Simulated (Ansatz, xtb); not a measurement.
## C5H5B: which of two isomers lies lower

We compare a, `C#CBC#CC`, a singlet, with b, `C#CB(C)C#C`, a singlet. Both are isolated molecules in the gas phase, relaxed with PBE0-D3(BJ)/def2-SVP.

Quicker runs give these differences E(b) − E(a): GFN2-xTB +10.2 kcal/mol; HF/STO-3G −1.8 kcal/mol (at GFN2-xTB geometries); r2SCAN-D4/def2-SVP −3.2 kcal/mol (at GFN2-xTB geometries).

Question: Estimate E(b) − E(a) at the level CCSD(T)/def2-SVP + ΔMP2/def2-TZVPP.

Answer: Calculated at CCSD(T)/def2-SVP + ΔMP2/def2-TZVPP: E(b) − E(a) = −5.5 kcal/mol, so structure b lies lower.

The same difference at several levels:

```
                             level              geometry  E(b) − E(a) (kcal/mol)  departure from the last row (kcal/mol)  job, with rough time for the two
                          GFN2-xTB              GFN2-xTB                     +10.2                                   +15.7              optimisation, 0.19 s
                         HF/STO-3G              GFN2-xTB                      −1.8                                    +3.7              single point, 0.63 s
                r2SCAN-D4/def2-SVP              GFN2-xTB                      −3.2                                    +2.3               single point, 2.8 s
              PBE0-D3(BJ)/def2-SVP  PBE0-D3(BJ)/def2-SVP                      −3.0                                    +2.4                optimisation, 60 s
                       HF/def2-SVP  PBE0-D3(BJ)/def2-SVP                      −3.2                                    +2.3           part of the CCSD(T) run
                      MP2/def2-SVP  PBE0-D3(BJ)/def2-SVP                      −4.7                                    +0.7           part of the CCSD(T) run
                  CCSD(T)/def2-SVP  PBE0-D3(BJ)/def2-SVP                      −4.5                                    +0.9                      single point
CCSD(T)/def2-SVP + ΔMP2/def2-TZVPP  PBE0-D3(BJ)/def2-SVP                      −5.5                                                        single point, 32 s
```

As drawn, b has 1 C–B, 1 C–H in place of 1 C–C, 1 B–H.

GFN2-xTB puts the two in the other order. The largest departure from CCSD(T)/def2-SVP + ΔMP2/def2-TZVPP is that of GFN2-xTB, 15.7 kcal/mol. A small imaginary or near-zero mode remains, so no thermal terms are given. The last row adds to CCSD(T) the change of the MP2 difference between the two basis sets, here −0.9 kcal/mol.

The correlated steps freeze 6 core orbitals. Codes used: Ansatz 0.2.0, xtb 6.7.1; the last row on 2 threads of Intel(R) Xeon(R) Processor @ 2.70GHz on a shared host.

Moving the methyl group from the alkyne terminus to boron lowers the energy by 5.5 kcal/mol. Both isomers keep two alkynyl groups on a three-coordinate boron, so the comparison is essentially B–CH3 plus alkynyl C–H against B–H plus alkynyl C–CH3. In b the methyl C–H bonds can donate directly into the empty boron p orbital. In a the methyl group stabilises the triple bond and reaches boron only through the π system, which probably offsets much of the gain and keeps the gap modest.

Hartree–Fock already gives this order, and correlation widens the gap without creating it. The close agreement of MP2 and CCSD(T) in the same basis suggests that higher-order correlation largely cancels between the isomers. GFN2-xTB alone reverses the order, and since r2SCAN-D4 favours b even at the GFN2-xTB geometries, the fault lies mainly in its energy, probably in its balance of B–H and B–C bonding. The preference applies to isolated monomers and need not survive aggregation, where B–H groups can form hydride bridges.
